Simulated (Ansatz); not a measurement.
## PIr₂: pressure and energy less free atoms against volume scale

Periodic Kohn-Sham DFT of a crystal at fixed atoms, scaled to volume_scale times the given cell; pressure positive in compression, energy less spherical unpolarised free atoms, largest_vzz the field gradient of largest size among the nuclei. The results are calculated, by Ansatz 0.2.0.

The cell before it is scaled or strained (space group Fm-3m, No. 225):
```
CELL_PARAMETERS angstrom
0.00000 2.76750 2.76750
2.76750 0.00000 2.76750
2.76750 2.76750 0.00000
ATOMIC_POSITIONS crystal
P 0.00000 0.00000 0.00000
Ir 0.25000 0.25000 0.25000
Ir 0.75000 0.75000 0.75000
```

Settings of every row: method all-electron LAPW; functional LDA; relativity scalar; k mesh 11x11x11; filling fermi-dirac; smearing width 0.05 eV; basis error target 1 meV/atom; nucleus gaussian.

Atom start moment: 0 on all atoms.

Limits: no spin-orbit coupling on heavy atoms.

| row | volume scale | V (Å³/atom) | pressure (GPa) | energy less free atoms (eV/atom) |
| --- | --- | --- | --- | --- |
| 1 | 0.94 | 13.283 | 16.374 | -9.5628 |
| 2 | 0.98 | 13.848 | 1.441 | -9.5932 |
| 3 | 1 | 14.131 | -4.792 | -9.5901 |
| 4 | 1.01 | 14.272 | ? | ? |
| 5 | 1.04 | 14.696 | -15.216 | -9.5541 |

Question: what pressure and energy less free atoms should row 4 give?

Worked fit of pressure. Take u = (V_r/V)^(2/3) − 1 with V_r = 13.989 Å³ an atom, which is twice the finite (Eulerian) strain; such expansions in the strain, on which the Birch-Murnaghan equation of state is built, carry the rest volume and the bulk modulus. The shown rows have u = 0.03513, 0.00678, -0.00671, -0.03234. Least squares give pressure = −1.7595 + 463.986 × u + 1483.73 × u² GPa; a straight line predicts inner rows, each left out in turn, worse (root mean square 1.1 against 0.029 GPa). The rows lie off it by 0.003, -0.014, 0.014, -0.003 (root mean square 0.01 GPa). The pressure vanishes at u = 0.0037, or V = 13.91 Å³ an atom, and there the bulk modulus at fixed shape and fractions is B = −V dP/dV = (2/3)(1 + u) dP/du = 318 GPa. The withheld row has u = -0.01326, so the fit gives −1.7595 + 463.986 × (-0.01326) + 1483.73 × (-0.01326)² = -7.651 GPa.

The calculation gave -7.639 GPa. The fit lies 0.012 GPa (0.038 % of the column's range) below it; its largest miss of a shown row is 0.014 GPa.

Worked fit of energy less free atoms. Take u = (V_r/V)^(2/3) − 1 with V_r = 13.989 Å³ an atom, which is twice the finite (Eulerian) strain; such expansions in the strain, on which the Birch-Murnaghan equation of state is built, carry the rest volume and the bulk modulus. The shown rows have u = 0.03513, 0.00678, -0.00671, -0.03234. Least squares give energy less free atoms = −9.59304 − 0.215 × u + 30.604 × u² eV/atom; a straight line predicts inner rows, each left out in turn, worse (root mean square 0.023 against 0.00024 eV/atom). The rows lie off it by 0.0000, -0.0001, 0.0001, 0.0000. Its lowest point lies at u = 0.0035, or V = 13.92 Å³ an atom, and the curvature there gives the bulk modulus at fixed shape and fractions, B = (4/9)(1 + u)² E″(u)/V = 315 GPa. The withheld row has u = -0.01326, so the fit gives −9.59304 − 0.215 × (-0.01326) + 30.604 × (-0.01326)² = -9.5848 eV/atom.

The calculation gave -9.5846 eV/atom. The fit lies 0.0002 eV/atom (0.51 % of the column's range) below it; its largest miss of a shown row is 0.0001 eV/atom.
